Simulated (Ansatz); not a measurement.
Method: DFT PBE, scalar-relativistic, plane waves, PAW (Ansatz). Settings: cutoff 420 eV, Γ-centred meshes spaced at most about 0.3 Å⁻¹, and about 0.25 Å⁻¹ or finer for metals (2π included), Gaussian smearing. No spin polarisation in the final relaxations.

Temperature and zero-point effects are left out.

Two relaxed structures of Ti2B:

1.

```cif
data_structure
_symmetry_space_group_name_H-M 'P6/mmm'
_symmetry_Int_Tables_number 191
_cell_length_a 5.5750
_cell_length_b 5.5750
_cell_length_c 3.1552
_cell_angle_alpha 90.000
_cell_angle_beta 90.000
_cell_angle_gamma 120.000
_cell_volume 84.93
loop_
_atom_site_label
_atom_site_type_symbol
_atom_site_symmetry_multiplicity
_atom_site_Wyckoff_symbol
_atom_site_fract_x
_atom_site_fract_y
_atom_site_fract_z
_atom_site_occupancy
Ti1 Ti 3 f 0.50000 0.00000 0.00000 1
Ti2 Ti 1 b 0.00000 0.00000 0.50000 1
B1 B 2 d 0.33333 0.66667 0.50000 1
```

2.

```cif
data_structure
_symmetry_space_group_name_H-M 'I4/mcm'
_symmetry_Int_Tables_number 140
_cell_length_a 5.6527
_cell_length_b 5.6527
_cell_length_c 4.7688
_cell_angle_alpha 90.000
_cell_angle_beta 90.000
_cell_angle_gamma 90.000
_cell_volume 152.38
loop_
_atom_site_label
_atom_site_type_symbol
_atom_site_symmetry_multiplicity
_atom_site_Wyckoff_symbol
_atom_site_fract_x
_atom_site_fract_y
_atom_site_fract_z
_atom_site_occupancy
Ti1 Ti 8 h 0.16601 0.66601 0.00000 1
B1 B 4 a 0.00000 0.00000 0.75000 1
```

Question: Which would you expect to be lower, and how large is the difference?

Answer: Cell 2 is lower, by 216 meV/atom. Cell 1 has space group P6/mmm (No. 191), 14.2 Å³/atom and no gap on its mesh; cell 2 has space group I4/mcm (No. 140), 12.7 Å³/atom and no gap. Counting B atoms around Ti (those within 1.25 times the shortest such distance or 1.15 times the sum of covalent radii; the shortest distance is added where it exceeds 1.18 times the sum of covalent radii; a slash parts the counts of unlike sites), cell 1 has Ti 4/6 from 3.2 Å and cell 2 has Ti 4. The denser one is the lower, and pressure would at first widen the difference. In cell 1, Ti on a site of symmetry mmm has 4 B at 2.25 Å, 4 Ti at 2.79 Å and 6 Ti at 3.16–3.20 Å; Ti on a site of symmetry 6/mmm is surrounded by 14 Ti at 3.16–3.20 Å and 6 B at 3.22 Å; around B lie 6 Ti at 2.25 Å, 5 B at 3.16–3.22 Å and 3 Ti at 3.22 Å. In cell 2, around Ti lie 4 B at 2.42 Å, 3 Ti at 2.65–2.74 Å and 8 Ti at 2.98–3.03 Å; B is surrounded by 2 B at 2.38 Å and 8 Ti at 2.42 Å. Origin: cell 1 was invented; cell 2 is a Materials Project cell, relaxed.

Cells relaxed within their symmetry can be saddle points.

The preference for cell 2 by 216 meV/atom probably comes from how evenly the Ti–B bonding is spread. In cell 1 the Ti on the 6/mmm site has its nearest boron at 3.22 Å, too far for appreciable Ti d–B p overlap, so it is held almost entirely by long Ti–Ti contacts. The boron there sits in a trigonal prism with 6 short bonds of 2.25 Å. In cell 2 boron has 8 Ti neighbours at 2.42 Å. These bonds are individually longer, as expected at higher coordination, but every Ti takes part in them, and the shortest Ti–Ti contacts also contract. The B–B separation of 2.38 Å is well beyond a normal covalent bond, so boron chains are unlikely to drive the preference. Essentially isolated boron in a metal framework is typical of metal-rich borides, and cell 2 has the CuAl2-type arrangement common among them. The ordering does not show that Ti2B would resist decomposition into titanium and the well-established monoboride.
